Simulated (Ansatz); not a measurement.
A family of molecules: the dipole moment

One atom is swapped for its congeners: C3H9NO `CNCOC`; C2H9NOSi `CN[SiH2]OC`; C2H9NOSn `C[NH][SnH2][O]C`. The Ge member is missing. All are singlets with charge 0.

Shapes, held fixed at every level: PBE0-D4/def2-TZVP. Flexible molecules stand in one conformer, not always the lowest. Programs: Ansatz 0.2.0. Values in D.

| level | C3H9NO | C2H9NOSi | C2H9NOSn |
| --- | --- | --- | --- |
| PBE-D4/def2-TZVPP | 1.35 | 1.89 | 1.98 |
| r2SCAN-D4/def2-TZVPP | 1.38 | 1.91 | 2.01 |
| B3LYP-D4/def2-TZVPP | 1.41 | 1.91 | 2.05 |
| wB97M-V/def2-TZVPP | 1.43 | 1.93 | 2.08 |

At wB97M-V/def2-TZVPP the dipole moment rises at every step, from 1.43 to 2.08 D. Every level shows the same order. For atoms past krypton def2 sets carry core potentials with scalar relativity.

The dipole moment rises mainly between carbon and silicon, from 1.43 to 1.93 D with wB97M-V; the further step to tin is much smaller. The likely origin is the electropositive character of the heavier central atom. Silicon and tin give up more charge to nitrogen and oxygen than carbon does, and their bonds to hydrogen are polarised towards hydrogen, the reverse of C–H. Silicon and tin have similar electronegativities, so the modest last increase probably owes more to the longer, more polarisable bonds around tin than to a further large change in electronegativity.

The jump from carbon to silicon clearly exceeds the differences between functionals. The step from silicon to tin is comparable to the spread for the tin compound, so its sign is better supported than its size. Because the total moment is a vector sum, in which the N and O contributions can reinforce or partly cancel each other, these values alone don't give a scale of individual bond polarities.
